# The pressure of stretched gallium antimonide

## The question

Gallium antimonide is stretched equally in all directions, and a hybrid functional gives the pressure at each volume. One volume in the middle of the series, 30.582 Å³/atom, has its pressure covered. Can it be worked out from the other five?

GaSb (space group F-43m) computed with Ansatz 0.2.0 using the HSE06 functional, PAW potentials and a 420 eV plane-wave cutoff, without spin polarisation or spin-orbit coupling. The k mesh is 6×6×6, with Fermi-Dirac smearing of 0.02 eV. The cells are the r2SCAN geometry and hydrostatic expansions of it, and pressure is positive in compression.

```csv
volume (Å³/atom),shortest distance (Å),pressure (GPa)
28.818,2.655,0.200
29.691,2.682,-1.300
30.582,2.708,?
31.490,2.735,-3.700
31.739,2.742,-3.900
32.416,2.761,-4.500
```

Volume is counted per atom, and the shortest distance is that between a gallium atom and its antimony neighbours. A positive pressure means that the crystal pushes outward. A negative one is a tension: the crystal pulls inward and must be held open. The slopes and fits below use the calculated pressures before they were rounded for the table.

## Stretched bonds become softer

The crystal is free of pressure near 28.9 Å³/atom. From there each further step outward costs tension, but less and less of it. Between the first two rows the pressure falls by 1.74 GPa for every Å³/atom; between 29.691 and 31.490 it falls by only 1.31.

This softening is common to ordinary solids near equilibrium. The energy of a bond rises steeply when its atoms are pushed together and more gently when they are pulled apart, because the forces between them fade with distance. A stretched bond therefore resists further stretching less than a relaxed one does.

The bulk modulus $B$ measures the resistance to a change of volume: $B=-V\,dP/dV$, with $P$ the pressure and $V$ the volume. To a good approximation it changes in proportion to the pressure, $B=B_0+B_0'P$, where $B_0$ is its value at zero pressure and $B_0'$ is a pure number. Since $P$ is negative under tension, $B$ falls. Integrating from the pressure-free volume $V_0$ gives the Murnaghan equation:

$$P=\frac{B_0}{B_0'}\left[\left(\frac{V_0}{V}\right)^{B_0'}-1\right]$$

Before the constants can be taken from the table, one row needs a closer look.

## The row that breaks the curve

Between 31.490 and 31.739 Å³/atom the slope drops to only −0.71 GPa per Å³/atom. In the next interval it steepens again, to −0.96. A bond that softens steadily would not do this.

The stresses of these runs are only loosely converged, which could produce such a kink. The total energies offer a partial check. The change in energy between these two volumes, divided by the change in volume, gives a mean pressure of −3.80 GPa. The stresses give −3.79 GPa. So the two stresses have no large error in common. Errors of opposite sign would cancel in this mean, however, so the check does not prove that the kink belongs to the energy curve.

What does change here is the electronic state. At the centre of the Brillouin zone, a triplet of levels forms the top of the valence band and a singlet forms the bottom of the conduction band. In a crystal of this type the singlet is antibonding, so it comes down relative to the triplet as the bonds lengthen. The gap shrinks from 0.77 eV in the first row to 0.06 eV at 31.490. At 31.739 the singlet already lies slightly below the triplet: the bands are inverted and the gap is zero.

## What the moved electrons do

Once the levels nearly meet, the smearing of 0.02 eV lets some electrons pass from the triplet to the singlet. After the inversion the singlet is the lower level, and electrons would move into it even without smearing. The singlet falls relative to the triplet on expansion, so each transferred electron makes a larger volume more favourable. It adds an outward push, which is a positive pressure.

The size of this push at 31.739 can be estimated in four steps.

1. Six electrons share the four levels. The calculated Fermi level and triplet energy place 1.70 of them in the singlet.
2. Between 29.691 and 31.490 the gap falls by 0.262 eV per Å³/atom. The cell holds two atoms, so this is 0.131 eV per Å³ of cell volume.
3. The zone centre is one of the 216 points of the mesh. The push is $1.70\times0.131/216\approx0.00103$ eV/Å³.
4. One eV/Å³ equals 160.2 GPa, so the push is about 0.17 GPa.

At 31.490 only 0.64 electrons have moved, and the same steps give 0.06 GPa. The extra push between the two rows is thus about 0.10 GPa, while the pressure itself changes by only −0.18 GPa. Without the push the change would have been −0.28 GPa over 0.249 Å³/atom, a slope of about −1.1. With the push taken out in the same way, the slopes before and after are −1.35 and −1.00. The three now flatten steadily, and the kink is gone.

The inversion is read directly from the calculated levels. That the transfer of electrons causes the kink is an argument, supported by an estimate of the right sign and size.

## The forecast

The covered row lies before the inversion. A straight line between its neighbours puts its gap near 0.3 eV, many times the smearing, so hardly any electrons should have moved. Its pressure should follow from softening bonds alone.

Two straight lines already enclose the answer. Because the curve bends upward, the pressure should lie below the line that joins the two neighbours, which gives −2.51 GPa. It should lie above the line through the first two rows, which gives −2.89 GPa when extended.

For a sharper value, the electron push was subtracted from the five known pressures. A third-order Birch-Murnaghan equation, a close relative of the formula above, was then fitted to them by least squares. It gives $V_0=28.92$ Å³/atom, $B_0\approx54$ GPa and $B_0'\approx4.6$. The last two can partly make up for each other, so they serve better as a description of this curve than as precise constants of the material.

The Murnaghan formula lets a reader check the result by hand. The volume ratio is $28.92/30.582=0.946$, and raised to the power 4.62 it gives 0.772. With $B_0/B_0'=53.75/4.62=11.6$ GPa, the pressure is $11.6\times(0.772-1)\approx-2.6$ GPa. The full fit gives −2.65 GPa.

**Forecast for 30.582 Å³/atom: −2.65 GPa, with a range from −2.75 to −2.55 GPa.** The range allows for an irregularity as large as the extra push of 0.10 GPa at the kink.

## The covered row

The withheld rows as computed:

```csv
volume (Å³/atom),shortest distance (Å),pressure (GPa)
30.582,2.708,-2.600
```

The calculated pressure is −2.6 GPa, inside the range. Before rounding it is −2.645 GPa, and the full fit, at −2.647 GPa, misses it by only 0.002 GPa. Both straight lines miss by more than 0.1 GPa, which confirms that the curve bends.

The hit supports the picture of softening bonds. It also lends some support to the explanation of the kink. Hardly any electrons have moved in this row, but the push distorts other rows that the fit relies on. If it is not subtracted from them, the same equation gives −2.617 GPa here, a miss of 0.028 GPa. That difference is small, and with loosely converged stresses one row cannot settle the question.

Most of the evidence for the push comes from the five rows used in the fit. Including it lowers the typical misfit from about 0.02 GPa to below 0.002 GPa, although it brings no adjustable constant. Five rows set against three fitted constants are still a slender test.

## Is the kink real?

The calculated levels show the inversion at this level of theory, although the hybrid solutions without a gap were not checked further. Its volume should not be carried over to real gallium antimonide. Spin-orbit coupling is left out. It would raise the top of the valence band by roughly 0.2 to 0.3 eV, and the gap would close at a smaller volume.

The kink in the pressure is more doubtful still. At 31.739 every other point of the mesh keeps a gap of at least 1.6 eV, so the levels meet only in a small region around the zone centre. The calculation nevertheless gives that one point the weight of a whole 216th of the zone. The push is therefore probably much too large, and the kink mainly a product of the coarse mesh.

A denser mesh would settle the matter. With twice as many points along each direction, the zone centre would count for one part in 1728, an eighth of its present weight. If the explanation is right, the step of 0.10 GPa should shrink to about 0.01 GPa, while the slow softening of the bonds stays as it is.
